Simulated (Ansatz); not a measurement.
## A series in temperature on Sn

Harmonic phonon free energy (zero-point part included), entropy and heat capacity at constant volume from interpolated force constants; periodic cell, basis, potentials, k mesh and filling as listed. The results are calculated, by Ansatz 0.2.0.

Structure of every row (space group I4_1/amd, No. 141):
```
cell vectors (Å)
  -2.9196     2.9196     1.5938
   2.9196    -2.9196     1.5938
   2.9196     2.9196    -1.5938
atoms (fractions of the cell vectors)
Sn  0.00000  0.00000  0.00000
Sn  0.75000  0.25000  0.50000
```

Settings of every row: functional PBE; dispersion none; potentials PAW; wave cutoff 420 eV; density cutoff 1680 eV; k mesh 12x12x12; k shift 0x0x0; occupations fermi dirac; smearing width 0.1 eV; spin none; phonon method finite displacements; phonon supercell 2x2x2; dipole term of polar modes left out.

Limits: coarse k mesh, up to 40 meV an atom off; volume not checked for rest.

| row | temperature (K) | phonon entropy (k_B/atom) | phonon heat capacity (k_B/atom) | phonon free energy (meV/atom) |
| --- | --- | --- | --- | --- |
| 1 | 200 | 5.021 | 2.893 | -32.94 |
| 2 | 300 | ? | ? | ? |
| 3 | 400 | 7.06 | 2.972 | -138.98 |
| 4 | 500 | 7.724 | 2.982 | -202.78 |
| 5 | 600 | 8.268 | 2.988 | -271.76 |

Question: what phonon entropy and phonon heat capacity should row 2 give?

Worked fit of phonon entropy. Entropy rises as the heat capacity times the change of ln T, so take t = ln(T / 300 K). The shown rows have t = -0.4055, 0.2877, 0.5108, 0.6931. Least squares give phonon entropy = 6.2099 + 2.9459 × t + 0.0344 × t² k_B/atom; a straight line predicts inner rows, each left out in turn, worse (root mean square 0.0058 against 0.00087 k_B/atom). All shown rows lie on it to the printed digit. The slope at t = 0, 2.95 k_B/atom, estimates the heat capacity at 300 K. The withheld row has t = 0, so the fit gives 6.2099 + 2.9459 × (0) + 0.0344 × (0)² = 6.210 k_B/atom.

The calculation gave 6.207 k_B/atom. The fit lies 0.003 k_B/atom (0.092 % of the column's range) above it; its largest miss of a shown row is 0.000 k_B/atom.

Worked fit of phonon heat capacity. At high temperature a harmonic heat capacity falls short of its limit by a term in 1/T², so take t = (100 K / T)². The shown rows have t = 0.25, 0.0625, 0.04, 0.02778. Their means are 0.09507 and 2.9588 k_B/atom; the sums about the means are S_tt = 0.03262 and S_ty = -0.01387, whose ratio is the slope. Least squares give phonon heat capacity = 2.9992 − 0.425 × t k_B/atom. The rows lie off it by 0.000, -0.001, 0.000, 0.001. The constant, 2.9992 k_B/atom, is to be held against the harmonic limit of 3 k_B an atom. The withheld row has t = 0.11111, so the fit gives 2.9992 − 0.425 × (0.11111) = 2.952 k_B/atom.

The calculation gave 2.951 k_B/atom. The fit lies 0.001 k_B/atom (1.1 % of the column's range) above it, one unit of the last digit.

The other values of row 2: phonon free energy -81.65 meV/atom.
